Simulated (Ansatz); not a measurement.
**Redistribution: CHBrF2 + CHBr2Cl → CHClF2 + CHBr3**

Species: CHBrF2 `FC(F)Br`, singlet; CHBr2Cl (chlorodibromomethane) `ClC(Br)Br`, singlet; CHClF2 (difluorochloromethane) `FC(F)Cl`, singlet; CHBr3 (bromoform) `BrC(Br)Br`, singlet. The partners trade Br for Cl; both sit on C, so the bond types are kept.

Shapes, held fixed at every level: PBE0-D4/def2-TZVP. Programs: Ansatz 0.2.0. The zero-point and thermal change to 298 K, harmonic and unscaled (PBE0-D4/def2-TZVP), is +0.1 kJ/mol.

```json
{"level": "HF/def2-TZVPP", "kind": "Hartree–Fock", "ΔH(298 K) (kJ/mol)": "-8.6", "less CCSD(T)/def2-TZVPP": "+0.6"}
{"level": "SPW92/def2-TZVPP", "kind": "LDA", "ΔH(298 K) (kJ/mol)": "-4.4", "less CCSD(T)/def2-TZVPP": "+4.8"}
{"level": "PBE-D4/def2-TZVPP", "kind": "GGA", "ΔH(298 K) (kJ/mol)": "-4.5", "less CCSD(T)/def2-TZVPP": "+4.7"}
{"level": "B3LYP-D4/def2-TZVPP", "kind": "global hybrid", "ΔH(298 K) (kJ/mol)": "-5.5", "less CCSD(T)/def2-TZVPP": "+3.7"}
{"level": "r2SCAN0-D4/def2-TZVPP", "kind": "global hybrid", "ΔH(298 K) (kJ/mol)": "-6.4", "less CCSD(T)/def2-TZVPP": "+2.8"}
{"level": "MP2/def2-SVP", "kind": "perturbation theory", "ΔH(298 K) (kJ/mol)": "-14.0", "less CCSD(T)/def2-TZVPP": "-4.8"}
{"level": "MP2/def2-TZVPP", "kind": "perturbation theory", "ΔH(298 K) (kJ/mol)": "-11.1", "less CCSD(T)/def2-TZVPP": "-1.9"}
{"level": "CCSD(T)/def2-TZVPP", "kind": "coupled cluster or CI", "ΔH(298 K) (kJ/mol)": "-9.2", "less CCSD(T)/def2-TZVPP": "0.0"}
```

The highest level, CCSD(T)/def2-TZVPP, gives ΔH(298 K) = -9.2 kJ/mol; the levels span -14.0 to -4.4. The column of differences is taken from that level and isn't an error. No measured value is set beside it here. Relativity is left out for Br. Outer-core shells of Br are correlated in most correlated rows, in sets that cover them unevenly.

The exchange is mildly exothermic at every level, so chlorine prefers the carbon that carries two fluorines and bromine the one that already carries two bromines. Because the bond types are kept, the energy reflects how the substituents on one carbon influence each other, not a difference between average C–Cl and C–Br bond strengths. Fluorine withdraws electron density and leaves its carbon more positive, which favours the more electronegative chlorine with its shorter, more polar bond. This electrostatic preference probably outweighs the extra crowding of three large bromines in bromoform. The thermal term of +0.1 kJ/mol is negligible, so the preference is essentially electronic.

The density functionals all give a weaker preference than CCSD(T), the two hybrids less so than LDA and PBE, possibly because exact exchange describes the polar C–halogen bonds better. Hartree–Fock lies close to CCSD(T), which suggests that correlation largely cancels between the two sides. The direction of exchange is well supported, but the shift in MP2 from -14.0 to -11.1 kJ/mol with the larger basis leaves the exact magnitude less certain.
